**Bond length and stiffness of four diatomics and their cations**

The table holds r_e, ω_e and Mayer bond orders of ClF, Li2, MgS, NaBe and their singly charged cations from non-relativistic HF/STO-3G bond curves. The program fits the Pauling form Δr = −c ln(n₊/n₀) to all four pairs with counted and with Mayer bond orders, reads the Mayer order through the 2a(1 − a) identity, and compares frozen-orbital slopes with the slopes of the bond curves for ClF and NaBe. Counting gives the wrong sign for NaBe; Mayer orders give all signs but leave an rms misfit of 0.09 Å. The frozen π* orbital supplies about half of the force and of the Mayer gain in ClF⁺, and the NaBe slope is close to that of a point-charge attraction in a Na⁺Be⁻ state that is probably a basis artefact. MgS softens much less than its lengthening suggests.

Neutral diatomics and their cations, computed with PySCF 2.14.0 at the non-relativistic Hartree–Fock/STO-3G level, each as one determinant with its occupation held (RHF for closed shells, UHF for σ and ROHF for π radicals). r_e and ω_e come from Dunham fits to the bond curve for the main isotopes, and the Mayer bond order is taken at r_e.

## The fit in Python

```python
# Table: r_e, omega_e, Mayer order of four neutral diatomics and their cations (PySCF, HF/STO-3G, non-relativistic).
# Tested: Pauling form dr = -c ln(n+/n0) with counted or Mayer bond order; the 2a(1-a) reading of
# the Mayer order; frozen-orbital forces against true slopes of the bond curves.
T = {
    'molecule': ['ClF+', 'ClF', 'Li2+', 'Li2', 'MgS+', 'MgS', 'NaBe+', 'NaBe'],
    'charge': [1, 0, 1, 0, 1, 0, 1, 0],  # e
    'valence': [13, 14, 1, 2, 7, 8, 2, 3],
    'open': ['pi1', 'none', 'sigma1', 'none', 'pi1', 'none', 'none', 'sigma1'],
    're': [1.61, 1.678, 3.035, 2.696, 2.115, 1.999, 2.72, 2.411],  # Å
    'dre': [-0.068, 0.0, 0.338, 0.0, 0.116, 0.0, 0.309, 0.0],  # Å
    'we': [1133, 1033, 313, 409, 657, 678, 281, 574],  # 1/cm
    'mayer': [1.46, 1.0, 0.5, 1.0, 1.16, 1.48, 0.12, 0.49],
}
import numpy as np
from scipy import constants as C
Eh = C.physical_constants['Hartree energy in eV'][0]
ke = C.e/(4*np.pi*C.epsilon_0)*1e10      # eV*A
D = 1e-21/C.c/(C.e*1e-10)                # debye in e*A
ix = {m: i for i, m in enumerate(T['molecule'])}
P = ['ClF', 'Li2', 'MgS', 'NaBe']
g = lambda k, s: np.array([T[k][ix[m+s]] for m in P], float)
# numbers typed below are further outputs of the same runs
mass = [(34.96885, 18.9984), (7.016004, 7.016004), (23.98504, 31.97207), (22.98977, 9.012182)]
mu = np.array([a*b/(a+b) for a, b in mass])*C.u
def count(n):
    b = 0.0
    for cap, s in [(2, 1), (2, -1), (4, 1), (2, 1), (4, -1), (2, -1)]:
        t = min(cap, n); b += s*t/2; n -= t
    return b
dr, r0, r1, w0, w1, M0, M1 = g('dre', '+'), g('re', ''), g('re', '+'), g('we', ''), g('we', '+'), g('mayer', ''), g('mayer', '+')
k0, k1 = [mu*(2*np.pi*C.c*100*w)**2/C.e*1e-20 for w in (w0, w1)]
n0, n1 = [np.array([count(int(v)) for v in g('valence', s)]) for s in ('', '+')]
print("pair: dr (A), dr/r (%), d omega (%), d Mayer, counted order neutral -> ion")
for i, m in enumerate(P):
    print(f"{m}: {dr[i]:+.3f}, {100*dr[i]/r0[i]:+.1f}, {100*(w1[i]/w0[i]-1):+.1f}, {M1[i]-M0[i]:+.2f}, {n0[i]:.1f} -> {n1[i]:.1f}")
print("pair: k0, k+ (eV/A^2), k+/k0, dln k/dln r, harmonic force k0*dr, k+*dr (eV/A)")
for i, m in enumerate(P):
    print(f"{m}: {k0[i]:.2f}, {k1[i]:.2f}, {k1[i]/k0[i]:.2f}, {np.log(k1[i]/k0[i])/np.log(r1[i]/r0[i]):.1f}, {k0[i]*dr[i]:+.2f}, {k1[i]*dr[i]:+.2f}")
print(f"dln k/dln r for a constant added force (3*a1): ClF {3*-2.593663:.1f}, MgS+ {3*-2.570146:.1f}, NaBe+ {3*-3.520417:.1f}")
for name, a, b in [('counted', n0, n1), ('Mayer', M0, M1)]:
    x = -np.log(b/a); c = x@dr/(x@x); res = dr-c*x
    print(f"Pauling form, {name} order: c = {c:.3f} A, rms {np.sqrt(np.mean(res**2)):.3f} A, worst {P[np.argmax(abs(res))]}")
    print("  table minus model (A): " + ", ".join(f"{m} {v:+.3f}" for m, v in zip(P, res)))
    print("  c needed by each pair (A): " + ", ".join(f"{m} {v:+.2f}" for m, v in zip(P, dr/x)))
print(f"rounding: dr 0.001 A; Mayer 0.005 moves the NaBe model value by {c*0.005*(1/M1[3]+1/M0[3]):.3f} A")
f = lambda a: 2*a*(1-a)
print(f"ClF at 1.731 A: empty sigma* (0.492 on Cl) gives Mayer {2*f(0.49188):.3f}, table {M0[0]:.2f}")
print(f"ClF: frozen pi* hole (0.875 on Cl) adds {f(0.87502):.2f} = {100*f(0.87502)/(M1[0]-M0[0]):.0f}% of the gain; limit 0.50")
q = np.interp(r1[0], [1.5811, 1.6315], [0.73519, 0.71827])
for B in (M1[0]-0.005, M1[0], M1[0]+0.005):   # q = 2s+h-1, B = 4s(1-s)+2h(1-h)
    u = q-0.5; xs = np.sort(np.roots([6, -4*u, u*u-(1.5-B)/2]).real)
    print(f"ClF+: q(Cl) {q:.2f}, Mayer {B:.3f}: pi hole on Cl {0.5+u-2*xs[0]:.2f} or {0.5+u-2*xs[1]:.2f}")
pi = 2*f(0.033609)+f(0.022867)
print(f"MgS+ at 2.131 A: pi part of Mayer {pi:.2f}, remainder {1.157822-pi:.2f}; one electron in the hole orbital {f(0.022867):.3f} of drop {M0[2]-M1[2]:.2f}")
print(f"NaBe+ at 2.661 A: pair (0.032 on Na) gives {2*f(0.032008):.2f}; frozen LUMO electron (0.139 on Na) adds {f(0.13929):.2f}; NaBe table {M0[3]:.2f}")
slope = lambda r, y, x: np.polyval(np.polyder(np.polyfit(np.array(r)-x, np.array(y)-y[0], 3)), 0)
sK = -slope([1.5579, 1.6271, 1.6791, 1.731], [-11.06081, -11.24038, -11.33604, -11.40099], r0[0])
sT = Eh*slope([1.5811, 1.6315, 1.682, 1.7325], [-552.110208, -552.110637, -552.106177, -552.097923], r0[0])
print(f"ClF at neutral r_e: slope of -HOMO {sK:+.2f}, of cation curve {sT:+.2f} eV/A, ratio {sK/sT:.2f}")
sL = slope([2.5812, 2.661, 2.7408, 2.8473], [-0.56182, -0.44081, -0.30832, -0.11686], r1[3])
sN = Eh*slope([2.5755, 2.6958, 2.8403, 3.0328], [-174.181096, -174.17498, -174.164903, -174.148668], r1[3])
print(f"NaBe at cation r_e: slope of cation LUMO {sL:+.2f}, of neutral curve {sN:+.2f}, e^2/r^2 {ke/r1[3]**2:.2f} eV/A")
print(f"dipole/(e r): NaBe {7.671859*D/2.407:.2f} at 2.41 A, {13.97594*D/3.7309:.2f} at 3.73 A; MgS {7.334585*D/1.992:.2f} at 1.99 A")
print(f"NaBe dipole slope between 3.32 and 3.73 A: {(13.97594-11.77543)*D/(3.7309-3.3217):.2f} e")
ie = Eh*np.array([552.532322-552.111127, 14.63875-14.50621, 590.18205-590.147398, 174.184596-174.151768])
print("ion minimum above neutral minimum (eV): " + ", ".join(f"{m} {v:.2f}" for m, v in zip(P, ie)))
ec = np.interp(3.3217, [3.14, 3.3529], [-174.148234, -174.145679])
print(f"NaBe minus NaBe+ at 3.32 A: {Eh*(-174.12229-ec):+.2f} eV (neutral lies higher)")
assert np.all(np.sign(dr) == -np.sign(M1-M0)) and np.all(np.sign(dr) == -np.sign(w1-w0))
assert list(np.sign(dr) == -np.sign(n1-n0)) == [True, True, True, False]
assert f(0.87502) < M1[0]-M0[0] <= 0.5
assert sL > 0 and 0 < sK < sT
```

Running it gives:

```
pair: dr (A), dr/r (%), d omega (%), d Mayer, counted order neutral -> ion
ClF: -0.068, -4.1, +9.7, +0.46, 1.0 -> 1.5
Li2: +0.338, +12.5, -23.5, -0.50, 1.0 -> 0.5
MgS: +0.116, +5.8, -3.1, -0.32, 2.0 -> 1.5
NaBe: +0.309, +12.8, -51.0, -0.37, 0.5 -> 1.0
pair: k0, k+ (eV/A^2), k+/k0, dln k/dln r, harmonic force k0*dr, k+*dr (eV/A)
ClF: 48.31, 58.11, 1.20, -4.5, -3.28, -3.95
Li2: 2.16, 1.26, 0.59, -4.5, +0.73, +0.43
MgS: 23.17, 21.75, 0.94, -1.1, +2.69, +2.52
NaBe: 7.84, 1.88, 0.24, -11.8, +2.42, +0.58
dln k/dln r for a constant added force (3*a1): ClF -7.8, MgS+ -7.7, NaBe+ -10.6
Pauling form, counted order: c = 0.067 A, rms 0.236 A, worst NaBe
  table minus model (A): ClF -0.041, Li2 +0.291, MgS +0.097, NaBe +0.356
  c needed by each pair (A): ClF +0.17, Li2 +0.49, MgS +0.40, NaBe -0.45
Pauling form, Mayer order: c = 0.272 A, rms 0.089 A, worst Li2
  table minus model (A): ClF +0.035, Li2 +0.150, MgS +0.050, NaBe -0.073
  c needed by each pair (A): ClF +0.18, Li2 +0.49, MgS +0.48, NaBe +0.22
rounding: dr 0.001 A; Mayer 0.005 moves the NaBe model value by 0.014 A
ClF at 1.731 A: empty sigma* (0.492 on Cl) gives Mayer 1.000, table 1.00
ClF: frozen pi* hole (0.875 on Cl) adds 0.22 = 48% of the gain; limit 0.50
ClF+: q(Cl) 0.73, Mayer 1.455: pi hole on Cl 0.64 or 0.51
ClF+: q(Cl) 0.73, Mayer 1.460: pi hole on Cl 0.62 or 0.53
ClF+: q(Cl) 0.73, Mayer 1.465: pi hole on Cl 0.59 or 0.56
MgS+ at 2.131 A: pi part of Mayer 0.17, remainder 0.98; one electron in the hole orbital 0.045 of drop 0.32
NaBe+ at 2.661 A: pair (0.032 on Na) gives 0.12; frozen LUMO electron (0.139 on Na) adds 0.24; NaBe table 0.49
ClF at neutral r_e: slope of -HOMO +1.55, of cation curve +3.36 eV/A, ratio 0.46
NaBe at cation r_e: slope of cation LUMO +1.69, of neutral curve +1.74, e^2/r^2 1.95 eV/A
dipole/(e r): NaBe 0.66 at 2.41 A, 0.78 at 3.73 A; MgS 0.77 at 1.99 A
NaBe dipole slope between 3.32 and 3.73 A: 1.12 e
ion minimum above neutral minimum (eV): ClF 11.46, Li2 3.61, MgS 0.94, NaBe 0.89
NaBe minus NaBe+ at 3.32 A: +0.65 eV (neutral lies higher)
```
